The row at −0.093 Å looks wrong. Here Hartree–Fock (HF) reaches its strongest binding, −46.65 kcal/mol, while the three methods with electron correlation are still on their way down to their deepest row, at zero shift. Yet this misplaced HF minimum has almost exactly the depth of the CCSD(T) one, −46.58 kcal/mol. Judged by depth alone, the crudest method in the table would seem the best.

Interaction energy of F⁻ and Cl₂ (pair minus fragments, negative for binding) in the gas phase, computed with Ansatz 0.2.0 using restricted HF, frozen cores, the def2-TZVPPD basis and counterpoise correction. Cl₂ is moved rigidly from the PBE0-D4/def2-TZVP minimum along the line between the fragments' mean atom positions; negative shifts bring it closer to F⁻.

```
shift from the minimum (Å)  CCSD(T) (kcal/mol)  HF (kcal/mol)  MP2 (kcal/mol)  CCSD (kcal/mol)  HF less CCSD(T) (kcal/mol)
                    -0.186              -39.43         -44.88          -43.09           -39.77                       -5.45
                    -0.093              -44.59         -46.65          -48.17           -44.04                       -2.06
                     0.000              -46.58         -45.87          -49.98           -45.24                        0.71
                     0.093              -46.49         -43.67          -49.56           -44.49                        2.83
                     0.224              -44.20         -39.46          -46.59           -41.53                        4.74
                     0.466              -36.92         -31.08          -37.79           -33.82                        5.85
                     0.931              -22.75         -18.66          -21.95           -20.46                        4.10
                     1.862               -8.15          -7.44           -7.76            -7.66                        0.72
```

The last column, HF less CCSD(T), is the error of HF relative to CCSD(T). A negative entry means that HF binds too strongly, a positive one that it binds too weakly. The column runs from −5.45 kcal/mol in the first row to +5.85 at 0.466 Å, and crosses zero close to the minimum. The good depth is a coincidence: at −0.093 Å HF overbinds by 2.06 kcal/mol, almost exactly what the CCSD(T) curve still has to fall to reach its own lowest row. Over the eight rows the root mean square error of HF is 3.8 kcal/mol, against 2.6 for MP2 and 1.9 for CCSD, so the ranking by depth is misleading.

**The squeezed pair: −0.186 and −0.093 Å**

At zero shift the fluoride sits about 1.9 Å from the nearer chlorine, and the Cl–Cl bond is stretched to about 2.3 Å, from roughly 2.0 Å in free Cl₂. This is an anion with a partly formed F–Cl bond, not a loose contact. The interaction energy compares it with fluoride and an equally stretched Cl₂. It leaves out the cost of that stretching, so it is not the energy released when fluoride meets ordinary chlorine gas.

Correlation is the energy gained when electrons avoid one another individually; HF lets each feel only the average of the others. In the first row this gain is 19.85 eV in the pair but 20.09 eV in the two separate fragments. The fragments lose more by its neglect, HF places them too high, and binding measured from them comes out too strong. The difference of 0.24 eV is the HF error of 5.45 kcal/mol.

Why should the fragments hold more correlation? Consider a bond pulled apart. Its two electrons should end up on different atoms, but restricted HF keeps them in one shared orbital and so puts both on the same atom far too often. The stretched Cl₂ is on its way to that limit. Its restricted solution is unstable, and its largest double-excitation amplitude, a measure of how much a second electron arrangement mixes in, is 0.15 in the first row, against 0.04 in the pair. When fluoride binds, the electrons spread over three atoms and this particular difficulty eases. It probably accounts for part of the overbinding; fluoride's own loss of correlation as it shares its charge may account for another part.

**Through the minimum: −0.093 to 0.093 Å**

The fragments keep their shapes as they move, so their true correlation energies do not depend on the distance. The change must come from the pair. Between the first two rows the CCSD correlation gain of the pair grows by 2.2 kcal/mol, while that of the fragments falls by only 0.3, an effect of the basis functions lent by the absent partner. As the F–Cl bond lengthens, its electrons too have more to gain from avoiding each other. HF misses this gain, and its error climbs steeply.

A steep error moves a minimum. Near its lowest point the CCSD(T) curve is roughly a parabola, whose restoring slope grows by k for each ångström of displacement. An error of slope s adds a constant pull, and the two balance at a displacement of −s/k. The size of the error drops out: a steady error spoils the depth, a steep one the distance.

For HF, the error rises from −2.06 to 2.83 kcal/mol over 0.186 Å, so s is 4.89/0.186, or about 26 kcal/mol per Å. The parabola through the three CCSD(T) points at −0.093, 0 and 0.093 Å gives k ≈ 240 kcal/mol per Å². The predicted displacement is −26/240 ≈ −0.11 Å, towards shorter distance.

A parabola through the lowest HF row and its two neighbours puts the HF minimum 0.12 Å inside the CCSD(T) one. The agreement supports the slope of the error as the main reason for the displacement; since both numbers rest on nearly the same rows, it is a check of consistency, not an independent test. It is also partly lucky. The model ignores that the HF error bends, which moves the minimum further in, and that the CCSD(T) curve stiffens at short distance, which holds it back; the two partly cancel. The positions themselves are approximate, as CCSD(T) is almost level between 0 and 0.093 Å.

MP2 shows the other kind of failure, the steady error. In the first four rows it overbinds by a nearly steady 3.1 to 3.7 kcal/mol, so its well is too deep, yet its minimum moves by little more than 0.01 Å. In the first row it misses 1.65 eV of the CCSD(T) correlation in the fragments but 1.49 eV in the pair. In that row it shares the HF mistake in milder form: the separate fragments are treated worse than the product. In the next three rows it errs more than HF does, and from zero shift to 0.466 Å it overshoots, binding too strongly where HF binds too weakly.

**The half-formed bond: 0.224 to 0.931 Å**

Beyond the minimum HF binds too weakly, most of all at 0.466 Å. The pair now gains more from correlation than its fragments do. A likely cause is that the F–Cl bond is half made, with the electrons divided between two arrangements, fluoride beside Cl₂ and F–Cl beside chloride. Both arrangements are closed-shell, so one determinant can hold a blend of them, but HF tends to keep charge too localised and is expected to get the blend wrong. The CCSD amplitudes lend this some support. The pair's largest single-excitation amplitude, a sign of how much the HF orbitals need correcting, is 0.031 in the first row but 0.056, 0.065 and 0.11 in these three. It does not track the error closely, though: it is largest at 0.931 Å, where the HF error is already shrinking. Dispersion, the attraction between electron clouds that fluctuate in step, adds to the binding that HF lacks; the calculation does not separate the two.

CCSD, which correlates electrons mainly in pairs, recovers only about half of the HF error at 0.466 Å. The rest, 3.1 kcal/mol, comes from the triples, the (T) in CCSD(T). So large a triples part calls for caution. Every row also carries two warnings, large single-excitation amplitudes and an unstable restricted reference, but their source changes along the curve. In the two innermost rows the pair itself is stable and the instability belongs to the stretched Cl₂, while the T1 measure of the singles is highest for fluoride, 0.023 against 0.014 and 0.016 for the pair. In the half-formed bond the warnings concern the pair itself. Its restricted reference first becomes unstable at 0.224 Å, towards a solution with unpaired spins, so the picture of two closed-shell arrangements may be incomplete. Its T1 rises from 0.021 there to 0.030 at 0.931 Å, the highest it reaches. The CCSD(T) values, and the HF errors measured from them, are therefore less certain here than near the minimum. For Cl₂ in the first row, full configuration interaction among ten electrons in nine orbitals lowers the CCSD(T) energy by only 0.14 kcal/mol, but that does not test the pair with its half-formed bond. CCSD(T) also starts from one determinant, and such methods can fail on stretched bonds; here it is a reference to compare with, not an exact answer.

**The fragments part: 1.862 Å**

At infinite separation the pair is simply the two fragments, its correlation energy equals their sum, and the errors in the interaction must vanish. The last row approaches this limit, with HF only 0.72 kcal/mol too weak. The stretched Cl₂ is as badly described by HF as before, but now equally badly on both sides of the subtraction.

The sign of the HF error thus follows from one question: which side gains more from correlation, the pair or its parts? In the squeezed pair it is the parts, in the half-formed bond the pair, and far out neither. Between the first two regimes the error has to pass through zero, and a single energy taken there makes HF look accurate. Energies at several distances expose it, through an error that changes sign and a minimum in the wrong place.
